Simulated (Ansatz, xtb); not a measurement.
## Ligand exchange: HBr + C2H3F3 → HF + C2H3BrF2

Species: HBr, singlet; C2H3F3 (1,1,2-trifluoroethane) `FCC(F)F`, singlet; HF (hydrogen fluoride), singlet; C2H3BrF2 (2-bromo-1,1-difluoroethane) `FC(F)CBr`, singlet. The partners trade Br for F: H–Br and C–F bonds give way to H–F and C–Br.

Shapes, held fixed at every level: PBE0-D4/def2-TZVP. Flexible molecules stand in one conformer, not always the lowest. Programs: Ansatz 0.2.0, xtb 6.7.1. Electronic energies: no zero-point or thermal term.

```tsv
level	kind	ΔE (kJ/mol)	less CCSD(T)/def2-TZVPP	CPU time (sum over the molecules)
GFN0-xTB	semi-empirical	+18.9	+47.9	0.15 s
PBE-D4/def2-TZVPP	GGA	-25.6	+3.4	19 s
B3LYP-D4/def2-TZVPP	global hybrid	-20.9	+8.1	37 s
PBE0-D4/def2-TZVPP	global hybrid	-26.2	+2.8	22 s
wB97M-V/def2-TZVPP	range-separated hybrid	-22.4	+6.6	70 s
B2PLYP/def2-TZVPP	double hybrid	-22.0	+7.0	48 s
CCSD/def2-TZVPP	coupled cluster or CI	-25.7	+3.3	–
CCSD(T)/def2-TZVPP	coupled cluster or CI	-29.0	0.0	13 min
```

The highest level, CCSD(T)/def2-TZVPP, gives ΔE = -29.0 kJ/mol; the levels span -29.0 to +18.9. They disagree on the sign: 1 of 8 are positive. The column of differences is taken from that level and isn't an error. No measured value is set beside it here. Relativity is left out for Br unless named. Correlated rows may include outer-core shells of Br, which these sets cover unevenly. Times are processor times on shared x86 and Arm servers, and rough.

Exchanging Br for F is modestly exothermic at every level except GFN0-xTB, whose +18.9 kJ/mol reverses the sign. The driving force is a small difference between two large terms: fluorine binds much more strongly than bromine to both hydrogen and carbon, so most of the gain in forming H–F is spent in breaking C–F. The balance tips towards HF because hydrogen's compact 1s orbital overlaps well with fluorine 2p in a short, strongly polar bond, whereas its overlap with the diffuse bromine 4p is weaker. The fluorine replaced is the lone one on the CH2F carbon, so the geminal CF2 unit and its anomeric stabilisation survive and largely cancel.

The semi-empirical outlier probably reflects an uneven description of the polar H–F and C–F bonds. PBE-D4 and PBE0-D4 nearly coincide, so exact exchange is not decisive here, while perturbative triples make the reaction more exothermic than CCSD does. The reaction energy favours the products but says nothing about the barrier to exchange.
